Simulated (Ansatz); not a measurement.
# A series in volume scale on Li

Results calculated with Ansatz 0.2.0, not measured. Free energy against uniform scaling of the volume at fixed shape and fractions; periodic cell, basis, potentials, k mesh and filling as listed.

The cell before it is scaled or strained (space group P6_3/mmc, No. 194):
```
Li
1.0
      3.0344     0.0000     0.0000
     -1.5172     2.6279     0.0000
      0.0000     0.0000    10.2162
Li
4
Direct
  0.00000 0.00000 0.00000
  0.33333 0.66667 0.25000
  0.00000 0.00000 0.50000
  0.66667 0.33333 0.75000
```

Settings of every row: functional PBEsol; dispersion none; potentials PAW; wave cutoff 462.59 eV; density cutoff 1850.4 eV; k mesh 9x9x3; k shift 0x0x0; occupations fermi dirac; smearing width 0.15 eV; spin none.

Limits: coarse k mesh, up to 40 meV an atom off; the cell comes from a prototype or a list of computed structures and needn't be the stable phase.

| row | volume scale | V (Å³/atom) | pressure (GPa) | energy above lowest point (meV/atom) |
| --- | --- | --- | --- | --- |
| 1 | 0.9 | 18.33 | 1.6 | 8.9 |
| 2 | 0.925 | 18.839 | 1.11 | 4.6 |
| 3 | 0.95 | 19.348 | ? | ? |
| 4 | 0.975 | 19.857 | 0.28 | 0.3 |
| 5 | 1 | 20.366 | -0.07 | 0 |
| 6 | 1.025 | 20.875 | -0.38 | 0.7 |
| 7 | 1.05 | 21.385 | -0.67 | 2.4 |
| 8 | 1.075 | 21.894 | -0.92 | 4.9 |
| 9 | 1.1 | 22.403 | -1.15 | 8.2 |

Question: what pressure and energy above lowest point should row 3 give?

Worked fit of pressure. Take u = (V_r/V)^(2/3) − 1 with V_r = 20.62 Å³ an atom, which is twice the finite (Eulerian) strain; such expansions in the strain, on which the Birch-Murnaghan equation of state is built, carry the rest volume and the bulk modulus. The shown rows have u = 0.08164, 0.06207, 0.02546, 0.0083, -0.00816, -0.02399, -0.03918, -0.05379. Least squares give pressure = −0.231 + 19.18 × u + 39.6 × u² GPa; a straight line predicts inner rows, each left out in turn, worse (root mean square 0.064 against 0.0035 GPa). All shown rows lie on it to the printed digit. The pressure vanishes at u = 0.0118, or V = 20.26 Å³ an atom, and there the bulk modulus at fixed shape and fractions is B = −V dP/dV = (2/3)(1 + u) dP/du = 13.6 GPa. Letting shape and atoms relax would as a rule lower it, by much in layered, chain or molecular crystals. The withheld row has u = 0.04336, so the fit gives −0.231 + 19.18 × (0.04336) + 39.6 × (0.04336)² = 0.68 GPa.

The calculation gave 0.67 GPa. The fit lies 0.01 GPa (1.5 % of the value, 0.36 % of the column's range) above it, one unit of the last digit.

Worked fit of energy above lowest point. Take u = (V_r/V)^(2/3) − 1 with V_r = 20.62 Å³ an atom, which is twice the finite (Eulerian) strain; such expansions in the strain, on which the Birch-Murnaghan equation of state is built, carry the rest volume and the bulk modulus. The shown rows have u = 0.08164, 0.06207, 0.02546, 0.0083, -0.00816, -0.02399, -0.03918, -0.05379. Least squares give energy above lowest point = 0.22 − 44.7 × u + 1894 × u² − 544 × u³ meV/atom; a parabola predicts inner rows, each left out in turn, worse (root mean square 0.042 against 0.019 meV/atom). All shown rows lie on it to the printed digit. Its lowest point lies at u = 0.0119, or V = 20.26 Å³ an atom, and the curvature there gives the bulk modulus at fixed shape and fractions, B = (4/9)(1 + u)² E″(u)/V = 13.5 GPa. Letting shape and atoms relax would as a rule lower it, by much in layered, chain or molecular crystals. The withheld row has u = 0.04336, so the fit gives 0.22 − 44.7 × (0.04336) + 1894 × (0.04336)² − 544 × (0.04336)³ = 1.8 meV/atom.

The calculation gave 1.8 meV/atom. The fit meets it to the printed digit.
